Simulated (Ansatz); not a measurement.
A film clamped to a substrate in C

All numbers below come from DFT r2SCAN, scalar-relativistic, plane waves, PAW in Ansatz. Settings: plane waves to 500 eV, k-mesh 12×12×4 (Γ-centred), Gaussian smearing 0.05 eV. No spin polarisation. Energies are free energies at this smearing, counted from the undisturbed cell; pressure is positive in compression.

The starting cell (relaxed at this level):

```
C
1.0
     2.50984    0.00000    0.00000
    -1.25492    2.17358    0.00000
     0.00000    0.00000    8.28032
C
8
Direct
  0.00000 0.00000 0.09293
  0.00000 0.00000 0.59293
  0.00000 0.00000 0.40707
  0.00000 0.00000 0.90707
  0.33333 0.66667 0.15550
  0.66667 0.33333 0.65550
  0.33333 0.66667 0.34450
  0.66667 0.33333 0.84450
```

The cell (8 atoms, V0 = 45.17 Å³) is strained by p along both x and y and by q along z, fractional coordinates fixed. τp = (1/V0) ∂E/∂p = (σxx + σyy)(1 + p)(1 + q) and τq = (1/V0) ∂E/∂q = σzz(1 + p)², with tension positive.

| p | q | ΔE (meV/atom) | τp (GPa) | τq (GPa) |
| --- | --- | --- | --- | --- |
| 0.000 | 0.000 | 0.00 | -0.01 | 0.01 |
| -0.025 | 0.000 | 30.96 | -72.51 | -1.82 |
| 0.025 | 0.000 | 27.30 | 60.03 | 1.42 |
| 0.000 | -0.025 | 15.17 | -1.72 | -35.54 |
| 0.000 | 0.025 | 13.43 | 1.48 | 29.57 |

Problem. Get the second derivatives of the energy density.

Solution. Central differences give A = ∂τp/∂p = 2651 GPa (C11 + C22 + 2 C12), C = ∂τq/∂q = 1302 GPa (C33) and the cross term B = ∂τq/∂p = 65 GPa (C13 + C23); ∂τp/∂q = 64 GPa must equal B, and any difference shows higher-order terms. The ions are clamped.

Problem. A film of this crystal grows with z along the normal on a substrate that imposes p. How does its thickness respond, and what does the misfit cost?

Solution. Count p and q from the stress-free cell. A free surface needs τq = 0, so q = −(B/C) p = -0.05 p. The energy density left is (A − B²/C) p²/2 = M p², with the biaxial modulus M = 1324 GPa; a misfit of 1 % costs 4.67 meV/atom, against 4.67 meV/atom if the thickness were held.

At p = -0.050 the energies along q are 204.8 (q = -0.050), 151.1 (q = -0.025), 132.0 (q = 0.000), 141.9 (q = 0.025), 176.0 (q = 0.050) meV/atom.

Problem. Does the linear rule hold at this misfit?

Solution. A parabola through the lowest point and its neighbours has its minimum at q = 0.004, 131.6 meV/atom. With the stress left in the starting cell, τp0 and τq0, linear elasticity gives q = −(τq0 + Bp)/C = 0.002 and E = V0(τp0 p + τq0 q + Ap²/2 + Bpq + Cq²/2)/N = 116.6 meV/atom. The energies differ by more than a tenth, so the quadratic law fails here: the gap holds the anharmonic part, with some error from the wide steps. Cubic terms also shift the vertex of so wide a parabola.

Forces appear on the atoms along this scan, and letting them relax would lower the energy and soften the response.

The cell is a 4H stacking of diamond, a three-dimensional sp3 network rather than a layered carbon, which explains why it is stiff both in the plane and along z. The striking result is the weak coupling between the two: B is only 65 GPa against 1302 GPa for C, so the film barely thickens under compression, and freeing its thickness saves almost nothing. Tetrahedral carbon resists bond bending unusually strongly compared with bond stretching, which keeps the Poisson response small.

Fixed fractional coordinates probably exaggerate this. In-plane compression shortens the inclined bonds, and a free lattice would relieve them by buckling the bilayers more, pushing against the bonds along z and so strengthening the coupling.

For both strains, compression costs more than equal extension, as expected when overlap repulsion rises faster than bonding weakens. The same asymmetry accounts for the quadratic law underestimating the energy at the larger compressive misfit. These bulk strain energies alone don't establish a critical thickness, which also depends on the energy of misfit dislocations.
